**Q:** I have one small molecule, treated at many levels of theory, with the error of each level against the best one. Is there a simple pattern in these errors, and does any row break it?

Calculations with Ansatz 0.2.0 on neutral triplet AlH4N at one point of a hydrogen transfer between rigid fragments (PBE0/def2-TZVP geometries), with the cc-pVDZ basis and only electrons outside the noble-gas cores correlated. R and U mark restricted and unrestricted orbitals, and "pair" an active space of 4 electrons in 4 orbitals. Errors refer to total energies.

| level | this level less the reference (UCCSDT(Q), same basis) (meV) |
| --- | --- |
| RHF | 6894.5 |
| UHF | 6642.4 |
| RMP2 | 1332.7 |
| UMP2 | 1333.2 |
| CISD | 658.9 |
| RCCSD | 149.2 |
| UCCSD | 145.2 |
| RCCSD(T) | 32.9 |
| UCCSD(T) | 32.3 |
| BCCD(T) | 32.7 |
| RCCSDT | 7.7 |
| UCCSDT | 6.5 |
| RCCSDT(Q) | 1.2 |
| CASSCF pair | 6277.6 |
| NEVPT2 pair | 1266.5 |
| MRCISD pair | 582.3 |
| MRCISD+Q pair | 41.0 |

**A:** First look at what was calculated. It is a planar triplet of aluminium, nitrogen and four hydrogen atoms, with one hydrogen about halfway between Al and N. This is a frozen snapshot of a hydrogen transfer, not a relaxed molecule. All levels use the same small basis, so the errors tell you how well each level treats electron correlation, not how far it is from nature.

Now read only RHF, RMP2, RCCSD, RCCSD(T) and RCCSDT. The R means restricted: paired electrons share one orbital. What do you see?

**Q:** The error drops at every step, by factors of roughly 5, 9, 4.5 and 4. Why so steadily?

**A:** Because each step repairs a smaller omission than the one before. RHF lets every electron feel only the average of the others. MP2 lets two electrons avoid each other by jumping together into empty orbitals, a double excitation, but only in second-order perturbation theory. CCSD determines single and double excitations self-consistently, (T) adds an estimate for three electrons acting together, and CCSDT treats those triples fully.

I stop there on purpose. The 1.2 meV of RCCSDT(Q) compares it with the same level started from unrestricted orbitals, the U rows. That number measures the choice of starting orbitals, not the distance from the exact energy.

**Q:** CISD also has single and double excitations, so it should stand beside CCSD. But its error is 659 meV, against 149 meV for RCCSD.

**A:** That is the break. To size it, you need a ruler that uses neither of these two rows. Suppose that each step divides the error by the same factor. The singles-and-doubles level then lies at the geometric mean of its neighbours, RMP2 and RCCSD(T):

√(1332.7 × 32.9) meV ≈ 209 meV.

**Q:** So RCCSD is at 0.7 of the expected value and CISD at 3.1 times it. How far can I trust such a ruler?

**A:** It is rough, since nothing obliges the steps to be equal. Tried on RMP2, between RHF and RCCSD, it gives 1014 meV where the calculation has 1333. Tried on RCCSD(T), it is nearly right. In these two tests the ruler is off by about a third at most, far less than the factor of three by which CISD misses it. MRCISD, at 2.8 times the expected value, breaks the pattern as well. The printed output after this text lists these comparisons; no constant was fitted.

**Q:** How can two methods with the same excitations differ by half an electronvolt?

**A:** Take a limiting case. Put two electron pairs, A and B, so far apart that they don't feel each other. Write a for the double excitation of pair A, with its amplitude, and b for that of pair B. Each pair alone is described by "unexcited plus excited", and independent systems multiply:

(1 + a)(1 + b) = 1 + a + b + ab.

What is the last term?

**Q:** Both pairs excited at once. That is four electrons, a quadruple excitation.

**A:** Yes, and CISD stops at doubles, so it deletes ab. CCSD builds its wave function as an exponential of the excitations, which contains the product automatically. It needs no new unknown for it, because the amplitude of ab follows from those of a and b. The two methods share the same list of basic excitations, but only one of them lets these happen independently.

**Q:** If a and b are both small, their product is tiny. Why does it matter for the energy?

**A:** Think of what its absence forbids. Whenever pair A is excited, pair B must sit in its uncorrelated Hartree-Fock state, because exciting it too would make a quadruple. So B loses its correlation energy for that fraction of the wave function, and A suffers likewise from B. The loss is roughly the weight of the excited part times the correlation energy of the electrons left behind.

In our molecule no single double excitation is large; the biggest amplitude among the doubles is about 0.03. But there are very many of them, and their weights add up. The correlation energy that they multiply is nearly 7 eV, so a total weight of several per cent is enough to cost some tenths of an electronvolt. The pairs in a real molecule do interact, so the simple product is no longer exact, but in a state close to one determinant it remains the main part of the quadruples.

**Q:** I'd like to test another explanation. The hydrogen is between two partners, so bonds are half broken. Perhaps one determinant is a poor start, and CISD suffers from that.

**A:** A fair suspicion, and the MRCISD row speaks to it. It starts from CASSCF, which distributes four electrons in all possible ways over four orbitals, and then adds single and double excitations from all those configurations. If a poor starting determinant were the main trouble, this should cure it. What happens?

**Q:** CASSCF is 617 meV better than RHF, which looks promising. But MRCISD is only 77 meV better than CISD.

**A:** So most of what the active space gains at the start is something that CISD recovers anyway. The large error survives the better start, because MRCISD cuts off the products outside its active space just as CISD does. This holds for the one active space used here, and a CASSCF calculation can end on a higher solution. Still, the small amplitudes point the same way: the trouble lies in the truncation more than in the starting determinant.

**Q:** Is there a row where the lost products are put back?

**A:** MRCISD+Q. The +Q is a correction that estimates their energy from the weight outside the reference and the correlation energy, the same reasoning that we used for A and B. It isn't adjusted to the coupled-cluster results.

**Q:** The error falls from 582 to 41 meV. That is 93 per cent of it gone!

**A:** That is the strongest support in the table for our explanation, though not a proof. Look at where it lands, and compare with RCCSD.

**Q:** It is well below RCCSD's 149 meV. If +Q only restored the products, shouldn't it end up near RCCSD?

**A:** Roughly, yes. What RCCSD still lacks is mostly the joint motion of three electrons, since adding (T) removes 149.2 − 32.9 = 116.3 meV. MRCISD has some of these triples through its active space, and the +Q estimate may also overshoot. My guess is that both help, so part of the good result is a fortunate compensation. Nor would I rank MRCISD+Q against RCCSD(T): they differ by 8 meV, while the treatment of the core electrons can differ between such levels by up to 20 meV.

**Q:** How would the break change in a smaller or larger molecule?

**A:** Go to the two ends. With only two electrons there is no second pair to excite, so CISD is exact within the basis, CCSD is too, and the break vanishes. With a great many independent pairs, the CISD correlation energy grows only as the square root of their number, while the true one grows in proportion. The share that CISD recovers then sinks towards zero.

Our molecule, with twelve valence electrons, lies between these ends. Now imagine a second copy of it, far away, with the unpaired spins of both copies parallel, so that one determinant is still a fair start. What would the errors be?

**Q:** For RCCSD simply twice as large, 2 × 149.2 ≈ 298 meV, because the copies are independent. For CISD more than twice, because each copy now also hinders the other.

**A:** That is what theory demands, and the property that RCCSD has and CISD lacks is called size-extensivity. It gives you a rule for neighbouring cases: among similar molecules, the more electron pairs are correlated, the further CISD falls behind CCSD.

**Q:** Does this matter if I only want energy differences?

**A:** Often it does. Hydrogen transfer between Al–H and N–H species may play a part in the gas-phase chemistry of growing aluminium nitride films, an insulating layer in electronic devices. Suppose you calculate the two partners separately with CISD, add their energies, and compare the sum with the joined complex. The complex has more pairs hindering one another, so it loses more correlation energy than the partners do, and this fault tends to make the barrier too high. The table holds total energies at one geometry, so it can't tell you by how much.

Numerical output:

```
Error ratio RHF to RMP2: 5.173
Error ratio RMP2 to RCCSD: 8.932
Error ratio RCCSD to RCCSD(T): 4.535
Error ratio RCCSD(T) to RCCSDT: 4.273
Expected singles-and-doubles error, geometric mean of RMP2 and RCCSD(T), meV: 209.4
RCCSD error over expected: 0.7125
CISD error over expected: 3.147
MRCISD error over expected: 2.781
Same rule for MP2, geometric mean of RHF and RCCSD, meV: 1014
Same rule for CCSD(T), geometric mean of RCCSD and RCCSDT, meV: 33.89
CISD error over RCCSD error: 4.416
CISD error less RCCSD error, meV: 509.7
CISD error less MRCISD error, meV: 76.6
Lowering of MRCISD by +Q, meV: 541.3
Share of the MRCISD error removed by +Q, percent: 92.96
MRCISD+Q error less RCCSD(T) error, meV: 8.1
RHF error less CASSCF error, meV: 616.9
Share of the RHF error removed by CASSCF, percent: 8.948
RMP2 error less NEVPT2 error, meV: 66.2
R less U at Hartree-Fock, meV: 252.1
R less U at MP2, meV: -0.5
R less U at CCSD, meV: 4
R less U at CCSDT, meV: 1.2
Extra doubles energy of RMP2 over UMP2 (further outputs), meV: 105.7
Singles energy of RMP2 (further outputs), meV: 146.9
Lowering from RCCSD(T) to RCCSDT, meV: 25.2
Lowering from RCCSDT to RCCSDT(Q), meV: 6.5
```
